**Pair counting against hole blocking in Te 3dⁿ ions**

The table holds MP2 correlation energies of Te³³⁺ to Te²⁸⁺ (3d¹ to 3d⁶), non-relativistic and on an unrestricted Hartree-Fock reference, with parts by spin and by pair of subshells. The program tests whether the 3p-3p energy follows the number of empty 3d places, with parallel holes weighted by their ³P content. Fitted to 3d¹ to 3d⁵, this model has a root-mean-square error of 0.55 mhartree, but it falls 8.3 mhartree short at 3d⁶, which was not fitted. Fixed energies per same-spin and opposite-spin pair fail for the total, with an error of 69 mhartree. The program also fits the 3s-3p, 3p-3d and 3d-3d energies and prints the change of each part from ion to ion.

Calculated values. PySCF 2.14.0, MP2 correlation energies of Te ions in their ground configurations, on one real UHF determinant (D2h, open shells at highest spin), non-relativistic with a point nucleus. Even-tempered Gaussian bases up to l = g, each shared by two neighbouring ions from Te28+ and Te29+ onwards; 1s, 2s and 2p are frozen. Pairs 3s-3s and 3s-3d are not listed.

## Analysis program

```python
# Table: MP2 correlation energies (mhartree) of Te 3d^n ions, n=1..6, PySCF, UHF reference,
# non-relativistic, even-tempered basis to g, 10 frozen electrons; split by spin and subshell pair.
# Tested: blocking of empty 3d orbitals plus LS parentage of d pairs, against plain pair counting.
T = {
    'species': ['Te28+', 'Te29+', 'Te30+', 'Te31+', 'Te32+', 'Te33+'],
    'N': [24, 23, 22, 21, 20, 19],
    'config': ['[Ar] 3d6', '[Ar] 3d5', '[Ar] 3d4', '[Ar] 3d3', '[Ar] 3d2', '[Ar] 3d1'],
    'frozen': [10, 10, 10, 10, 10, 10],
    'mp2': [-535.5, -488.9, -472.3, -455.8, -452.3, -467.3],  # mhartree
    'ss': [0.346, 0.376, 0.335, 0.292, 0.264, 0.257],
    'p_3p_3p': [-94.7, -115.2, -156.6, -201.0, -257.4, -328.7],  # mhartree
    'p_3p_3d': [-231.5, -219.8, -187.7, -150.7, -106.5, -56.9],  # mhartree
    'p_3s_3p': [-40.5, -43.7, -46.4, -49.6, -52.5, -55.9],  # mhartree
    'p_3d_3d': [-125.6, -71.4, -43.2, -19.6, -5.1, 0.0],  # mhartree
}
import numpy as np
o = np.argsort(T['N'])
g = lambda k: np.array(T[k], float)[o]
n = (g('N') - 18).astype(int)
E, pp, pd, sp, dd = [-g(k) + 0.0 for k in ('mp2', 'p_3p_3p', 'p_3p_3d', 'p_3s_3p', 'p_3d_3d')]
ss = g('ss'); rest = E - pp - pd - sp - dd
na = np.minimum(n, 5); nb = n - na; ha = 5 - na; hb = 5 - nb; h = ha + hb
C = lambda k: k * (k - 1) / 2.0
B = {0: 0, 1: 0, 2: -8, 3: -15, 4: -21, 5: -35}  # Racah B coefficient, Hund term of k parallel d
P = lambda ks: np.array([(B[int(k)] + 8 * C(k)) / 15 for k in ks])
f = lambda v, d=1: ' '.join(f'{x:.{d}f}' for x in v)
one = np.ones(6); al = n > 0; lo = n <= 5
def fit(name, cols, y, m):
    A = np.array(cols, float).T
    c = np.linalg.lstsq(A[m], y[m], rcond=None)[0]
    r = y - A @ c
    print(f'{name}: par {f(c, 2)}; rms(fitted rows) {np.sqrt(np.mean(r[m]**2)):.2f}')
    print(f'   resid d1..d6 {f(r)}; worst d{n[np.argmax(abs(r))]}')
    return c
print('magnitudes in mhartree, order d1..d6; rounding 0.05 (rest 0.25, spin parts ~0.3)')
print('holes alpha', f(ha, 0), '| beta', f(hb, 0), '| 3P hole pairs', f(P(ha) + P(hb)))
print('rest (3s3s+3s3d)', f(rest), '| further output Te32+', f([12.032 + 18.767]))
for nm, v in (('total', E), ('3p3p', pp), ('3p3d', pd), ('3s3p', sp), ('3d3d', dd), ('rest', rest)):
    print(f'step {nm}:', f(np.diff(v)))
print('loss 3p3p+3s3p', f(-np.diff(pp + sp)), '| gain others', f(np.diff(pd + dd + rest)))
print('same-spin', f(ss * E), '| steps', f(np.diff(ss * E)), '| further output d2 119.6')
print('opp-spin', f((1 - ss) * E), '| steps', f(np.diff((1 - ss) * E)))
Ns = C(4 + na) + C(4 + nb); No = (4.0 + na) * (4 + nb)
print('pairs same', f(Ns, 0), '| opp', f(No, 0), '| same share of count', f(Ns / (Ns + No), 3))
print('total per pair', f(E / (Ns + No)), '| 3p3p % of total', f(100 * pp / E, 0))
print(f'ratios d1/d6: 3p3p {pp[0]/pp[5]:.2f}, 3s3p {sp[0]/sp[5]:.2f}; total d6/d2 {E[5]/E[1]:.3f}')
fit('total rival es*Ns+eo*No', [Ns, No], E, al)
fit('3p3p spin-blind a+b*C(h,2)', [one, C(h)], pp, al)
fit('3p3p a+b*ha*hb+c*parallel hole pairs', [one, ha * hb, C(ha) + C(hb)], pp, al)
fit('3p3p a+b*ha*hb+c*3P', [one, ha * hb, P(ha) + P(hb)], pp, al)
fit('3p3p parallel pairs, d1-d5 only (alpha holes)', [one, ha * hb, C(ha) + C(hb)], pp, lo)
fit('3p3p 3P, d1-d5 only (alpha holes)', [one, ha * hb, P(ha) + P(hb)], pp, lo)
csp = fit('3s3p a+b*h', [one, h], sp, al)
print('3p3d per d electron', f(pd / n), '| steps', f(np.diff(pd / n)))
fit('3p3d n*(a+b*h), d1-d5 (d6 adds beta electron)', [n, n * h], pd, lo)
m = (n >= 2) & lo
print('3d3d per parallel pair d2..d5', f(dd[m] / C(na[m]), 2), '| 3P pairs', f(P(na[m])))
fit('3d3d uniform pair, d2-d5 (d6 resid = 5 opp pairs)', [C(na)], dd, m)
cd = fit('3d3d eF,eP, d2-d5 (d6 resid = 5 opp pairs)', [C(na) - P(na), P(na)], dd, m)
print(f'eP/eF {cd[1]/cd[0]:.2f}; d6 opp pair (d6-d5)/5 {(dd[5]-dd[4])/5:.1f}; '
      f'ratio to d5 parallel mean {(dd[5]-dd[4])/5/(dd[4]/10):.2f}')
assert n[np.argmin(E)] == 2 and n[np.argmax(ss)] == 5
assert np.all(np.diff(pp) < 0) and np.all(np.diff(sp) < 0) and np.all(np.diff(pd / n) < 0)
assert cd[1] > cd[0] > 0 and csp[1] > 0
assert abs(rest[1] - (12.032 + 18.767)) < 0.3
```

Output:

```
magnitudes in mhartree, order d1..d6; rounding 0.05 (rest 0.25, spin parts ~0.3)
holes alpha 4 3 2 1 0 0 | beta 5 5 5 5 5 4 | 3P hole pairs 4.8 3.6 3.0 3.0 3.0 1.8
rest (3s3s+3s3d) 25.8 30.8 34.9 38.4 38.8 43.2 | further output Te32+ 30.8
step total: -15.0 3.5 16.5 16.6 46.6
step 3p3p: -71.3 -56.4 -44.4 -41.4 -20.5
step 3p3d: 49.6 44.2 37.0 32.1 11.7
step 3s3p: -3.4 -2.9 -3.2 -2.7 -3.2
step 3d3d: 5.1 14.5 23.6 28.2 54.2
step rest: 5.0 4.1 3.5 0.4 4.4
loss 3p3p+3s3p 74.7 59.3 47.6 44.1 23.7 | gain others 59.7 62.8 64.1 60.7 70.3
same-spin 120.1 119.4 133.1 158.2 183.8 185.3 | steps -0.7 13.7 25.1 25.6 1.5 | further output d2 119.6
opp-spin 347.2 332.9 322.7 314.1 305.1 350.2 | steps -14.3 -10.2 -8.6 -9.0 45.1
pairs same 16 21 27 34 42 46 | opp 20 24 28 32 36 45 | same share of count 0.444 0.467 0.491 0.515 0.538 0.505
total per pair 13.0 10.1 8.3 7.2 6.3 5.9 | 3p3p % of total 70 57 44 33 24 18
ratios d1/d6: 3p3p 3.47, 3s3p 1.38; total d6/d2 1.184
total rival es*Ns+eo*No: par -22.04 37.27; rms(fitted rows) 68.95
   resid d1..d6 74.6 20.7 7.4 29.1 72.9 -127.7; worst d6
3p3p spin-blind a+b*C(h,2): par 40.23 7.86; rms(fitted rows) 4.59
   resid d1..d6 5.4 -3.0 -4.4 -1.6 -3.7 7.3; worst d6
3p3p a+b*ha*hb+c*parallel hole pairs: par 52.28 8.48 6.30; rms(fitted rows) 4.15
   resid d1..d6 6.0 -4.0 -5.4 -1.1 -0.1 4.6; worst d1
3p3p a+b*ha*hb+c*3P: par 56.02 8.77 19.73; rms(fitted rows) 2.15
   resid d1..d6 2.5 -1.2 -1.9 -2.5 -0.0 3.2; worst d6
3p3p parallel pairs, d1-d5 only (alpha holes): par 13.91 7.48 10.26; rms(fitted rows) 1.71
   resid d1..d6 1.1 -2.0 -0.5 2.7 -1.3 19.3; worst d6
3p3p 3P, d1-d5 only (alpha holes): par 43.88 8.57 23.61; rms(fitted rows) 0.55
   resid d1..d6 0.0 -0.1 0.6 -1.0 0.5 8.3; worst d6
3s3p a+b*h: par 28.30 3.05; rms(fitted rows) 0.14
   resid d1..d6 0.2 -0.2 -0.0 -0.2 0.2 0.0; worst d1
3p3d per d electron 56.9 53.2 50.2 46.9 44.0 38.6 | steps -3.6 -3.0 -3.3 -3.0 -5.4
3p3d n*(a+b*h), d1-d5 (d6 adds beta electron): par 28.23 3.14; rms(fitted rows) 0.33
   resid d1..d6 0.4 -0.1 0.2 -0.5 0.3 -13.1; worst d6
3d3d per parallel pair d2..d5 5.10 6.53 7.20 7.14 | 3P pairs 0.0 0.6 1.8 3.0
3d3d uniform pair, d2-d5 (d6 resid = 5 opp pairs): par 7.10; rms(fitted rows) 1.36
   resid d1..d6 0.0 -2.0 -1.7 0.6 0.4 54.6; worst d6
3d3d eF,eP, d2-d5 (d6 resid = 5 opp pairs): par 5.19 11.74; rms(fitted rows) 0.17
   resid d1..d6 0.0 -0.1 0.1 0.3 -0.2 54.0; worst d6
eP/eF 2.26; d6 opp pair (d6-d5)/5 10.8; ratio to d5 parallel mean 1.52
```
